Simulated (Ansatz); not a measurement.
## AlN: phonon entropy against temperature

Results calculated with Ansatz 0.2.0, not measured. Harmonic phonon free energy (zero-point part included), entropy and heat capacity at constant volume from interpolated force constants; periodic cell, basis, potentials, k mesh and filling as listed.

Structure of every row (space group F-43m, No. 216):
```
CELL_PARAMETERS angstrom
0.00000 2.18400 2.18400
2.18400 0.00000 2.18400
2.18400 2.18400 0.00000
ATOMIC_POSITIONS crystal
Al 0.00000 0.00000 0.00000
N 0.75000 0.75000 0.75000
```

Settings of every row: functional PBE; dispersion none; potentials PAW; wave cutoff 517.02 eV; density cutoff 2068.1 eV; k mesh 6x6x6; k shift 0x0x0; occupations fermi dirac; smearing width 0.05 eV; spin none; phonon method finite displacements; phonon supercell 2x2x2; dipole term of polar modes left out.

Limits: no field term in a polar crystal; volume not checked for rest.

| row | temperature (K) | phonon entropy (k_B/atom) | phonon free energy (meV/atom) | phonon heat capacity (k_B/atom) |
| --- | --- | --- | --- | --- |
| 1 | 150 | 0.362 | 94.46 | 0.767 |
| 2 | 200 | 0.641 | 92.31 | 1.183 |
| 3 | 250 | 0.945 | 88.9 | 1.547 |
| 4 | 300 | 1.254 | 84.16 | 1.838 |
| 5 | 350 | 1.555 | 78.11 | 2.063 |
| 6 | 400 | ? | ? | ? |
| 7 | 450 | 2.113 | 62.26 | 2.367 |
| 8 | 500 | 2.368 | 52.6 | 2.469 |

Question: what phonon entropy should row 6 give?

Worked fit of phonon entropy. Entropy rises as the heat capacity times the change of ln T, so take t = ln(T / 300 K). The shown rows have t = -0.6931, -0.4055, -0.1823, 0, 0.1542, 0.4055, 0.5108. Least squares give phonon entropy = 1.2536 + 1.8081 × t + 0.7483 × t² k_B/atom; a straight line predicts inner rows, each left out in turn, worse (root mean square 0.11 against 0.0047 k_B/atom). The rows lie off it by 0.002, -0.002, -0.004, 0.000, 0.005, 0.003, -0.004 (root mean square 0.0033 k_B/atom). The slope at t = 0, 1.81 k_B/atom, estimates the heat capacity at 300 K. The withheld row has t = 0.2877, so the fit gives 1.2536 + 1.8081 × (0.2877) + 0.7483 × (0.2877)² = 1.836 k_B/atom.

The calculation gave 1.842 k_B/atom. The fit lies 0.006 k_B/atom (0.3 % of the column's range) below it; its largest miss of a shown row is 0.005 k_B/atom.

The other values of row 6: phonon free energy 70.78 meV/atom; phonon heat capacity 2.235 k_B/atom.
